## Spin-spin fine structure of O I $2p^4\,{}^3P$: a factor-of-two trap

Within one $LS$ term, operators of rank 1 in both orbit and spin (spin-orbit, spin-other-orbit) and of rank 2 (spin-spin) give

$$E_J=\tfrac12AK+B\left[\tfrac34K(K+1)-L(L+1)S(S+1)\right],\qquad K=J(J+1)-L(L+1)-S(S+1).$$

For ${}^3P$ the bracket is $5,\,-\tfrac52,\,\tfrac12$ for $J=0,1,2$. Spin-spin gives $-4M^0,\,+2M^0,\,-\tfrac25M^0$, so $B=-\tfrac45M^0$, with $M^0$ a Marvin integral. Formulas use Hartree atomic units, $g=2$, $\int P^2dr=1$; $\alpha^2E_h=11.69$ cm$^{-1}$. The model $2p$ function is $P\propto r^2e^{-\xi r}$ with an approximate $\xi=2.275$ from Slater's rules.

### Wrong attempt (do not use)

**W1 (wrong).** Copy the pattern of the Slater integrals:
$$\tilde M^k=\frac{\alpha^2}{4}\int_0^\infty\!\!\int_0^\infty P^2(r_1)P^2(r_2)\frac{r_<^k}{r_>^{k+3}}\,dr_1dr_2 .$$
**W2.** $\tilde M^0=7\alpha^2\xi^3/384=2.5$ cm$^{-1}$.

**W3.** The combination $D=(E_1-E_2)-2(E_0-E_1)$ cancels $A$. The attempt gives $D=\tfrac{72}{5}\tilde M^0=36$ cm$^{-1}$, which is wrong.

### Symptom

The ratios $10:-5:1$ and the sum rule $\sum_J(2J+1)E_J=0$ survive the slip. A solvable case exposes it. For $p^2$, $J=M_J=2$ is the determinant $(1^+,0^+)$, labelled $m_l^{\rm spin}$, and the dipole-dipole operator gives
$$E_2^{ss}=\frac{\alpha^2}{4}\left\langle\frac{1-3\cos^2\theta_{12}}{r_{12}^3}\right\rangle ,$$
with $\theta_{12}$ the polar angle of $\mathbf r_{12}$. For $P\propto r^2e^{-r^2/2}$ the centre of mass integrates out. With $\rho=r_{12}/\sqrt2$ the remaining weight is $\rho^2(1+\cos^2\theta_{12})e^{-\rho^2}d^3\rho$. The angular mean is $-\tfrac15$ and $\langle r_{12}^{-3}\rangle=\sqrt2/(3\sqrt\pi)$, so the average is $-0.0532$. W1 predicts $-\tfrac25\tilde M^0/(\alpha^2/4)=-0.1064$, twice as much.

### Faulty line

W1. The coefficients already count both orderings of the radii, and W1 counts them again.

### Mended calculation

$$M^k=\frac{\alpha^2}{4}\iint_{r_1>r_2}P^2(r_1)P^2(r_2)\frac{r_2^k}{r_1^{k+3}}\,dr_1dr_2 .$$

For $r_1>r_2$ the multipole expansion of $(1-3\cos^2\theta_{12})/r_{12}^3$ couples rank $k$ on electron 2 to rank $k+2$ on electron 1. Between $p$ states parity excludes odd $k$ and the triangle rule excludes rank 4 and above. Only $k=0$ remains: $-2P_2(\cos\theta_1)/r_1^3$, with $P_2$ the Legendre polynomial. For $r_2>r_1$ swap the labels. Terms at $\mathbf r_1=\mathbf r_2$ drop out, since the rank-2 spin operator acts only on triplet pairs, whose spatial function vanishes there.

With $q_m=\langle m|P_2|m\rangle$, $q_{\pm1}=-\tfrac15$, $q_0=\tfrac25$, a pair with $m_a\ne m_b$ has no exchange part and contributes
$$E_{ab}=-8\,m_{s,a}m_{s,b}\,(q_a+q_b)\,M^0 ,$$
one $q$ from each region. For $(1^+,0^+)$ this is $-\tfrac25M^0$. For $p^4$, $(1^+,0^+,-1^+,1^-)$, the parallel pairs sum to zero because $\sum_mq_m=0$, the pair $(1^+,1^-)$ is a singlet, and the last two pairs give $\tfrac25M^0-\tfrac45M^0=-\tfrac25M^0$ again. The bracket ratios fix $J=0,1$. In the Gaussian test $M^0/(\alpha^2/4)=1/(3\sqrt{2\pi})$, which reproduces $-0.0532$ exactly.

For oxygen the double integral is $7\xi^3/192$, so
$$M^0=\frac{7\alpha^2\xi^3}{768}=1.25\ \text{cm}^{-1}\ (0.16\ \text{meV}).$$
The third digit is a guard digit: a 5 % rise in $\xi$ raises $M^0$ by 16 %.

### Size of the error

| spin-spin part (cm$^{-1}$) | mended | wrong |
|---|---|---|
| $E_0$ | $-5.0$ | $-10$ |
| $E_1$ | $+2.5$ | $+5.0$ |
| $E_2$ | $-0.50$ | $-1.0$ |
| $D=\tfrac{72}{5}M^0$ | $18$ | $36$ |

The slip shifts $E_1-E_2$ by $\tfrac{12}{5}M^0=3.0$ cm$^{-1}$, $E_0-E_1$ by $-6M^0=-7.5$ cm$^{-1}$, and $D$ by 18 cm$^{-1}$ (2.2 meV). For $p^4$, $A=-\zeta/2$. With a typical effective $\zeta\approx150$ cm$^{-1}$ the rank-1 intervals are $\zeta$ and $\zeta/2$, so the two shifts amount to 2 % and 10 % of them.

Second-order spin-orbit mixing, neglected above, rivals the individual spin-spin shifts. The elements to ${}^1D_2$ and ${}^1S_0$ have magnitudes $\zeta/\sqrt2$ and $\sqrt2\zeta$. With approximate separations $1.6\times10^4$ and $3.4\times10^4$ cm$^{-1}$ they lower $E_2$ by 0.7 and $E_0$ by 1.3 cm$^{-1}$, adding about 3 cm$^{-1}$ to $D=3E_1-E_2-2E_0$. That is well below the 18 cm$^{-1}$ the slip adds.